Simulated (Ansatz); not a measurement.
A series in volume scale on La

Results calculated with Ansatz 0.2.0, not measured. Plane-wave DFT, scalar-relativistic PAW made under PBE with cores redone for the functional, no dispersion; the given relaxed cell is scaled uniformly, energy at zero smearing counts from the unscaled cell, pressure at the given Fermi-Dirac smearing is positive in compression.

The cell before it is scaled or strained (space group P6_3/mmc, No. 194):
```
CELL_PARAMETERS angstrom
3.78720 0.00000 0.00000
-1.89360 3.27980 0.00000
0.00000 0.00000 12.06210
ATOMIC_POSITIONS crystal
La 0.00000 0.00000 0.00000
La 0.00000 0.00000 0.50000
La 0.33333 0.66667 0.75000
La 0.66667 0.33333 0.25000
```

Settings of every row: spin polarised no; functional r2SCAN; wave cutoff 500 eV; smearing width 0.1 eV; k mesh 13x13x4.

Atom starting moment: 0 on all atoms.

| row | volume scale | V (Å³/atom) | pressure (GPa) | energy change per atom (meV) |
| --- | --- | --- | --- | --- |
| 1 | 0.88 | 32.962 | 3.35 | 40.51 |
| 2 | 0.92 | 34.46 | ? | ? |
| 3 | 0.96 | 35.958 | 0.95 | 3.38 |
| 4 | 1.04 | 38.955 | -0.89 | 5.14 |
| 5 | 1.08 | 40.453 | -1.66 | 17.91 |
| 6 | 1.12 | 41.951 | -2.35 | 37.52 |

Question: what pressure should row 2 give?

Worked fit of pressure. Take u = (V_r/V)^(2/3) − 1 with V_r = 38.955 Å³ an atom, which is twice the finite (Eulerian) strain; such expansions in the strain, on which the Birch-Murnaghan equation of state is built, carry the rest volume and the bulk modulus. The shown rows have u = 0.11781, 0.05482, 0, -0.02484, -0.0482. Least squares give pressure = −0.895 + 31.816 × u + 35.66 × u² GPa; a straight line predicts inner rows, each left out in turn, worse (root mean square 0.12 against 0.01 GPa). The rows lie off it by 0.00, -0.01, 0.01, 0.00, 0.00. The pressure vanishes at u = 0.0273, or V = 37.41 Å³ an atom, and there the bulk modulus at fixed shape and fractions is B = −V dP/dV = (2/3)(1 + u) dP/du = 23.1 GPa. Letting shape and atoms relax would as a rule lower it, by much in layered, chain or molecular crystals. The withheld row has u = 0.08517, so the fit gives −0.895 + 31.816 × (0.08517) + 35.66 × (0.08517)² = 2.07 GPa.

The calculation gave 2.06 GPa. The fit lies 0.01 GPa (0.18 % of the column's range) above it, one unit of the last digit.

The other values of row 2: energy change per atom 16.39 meV.
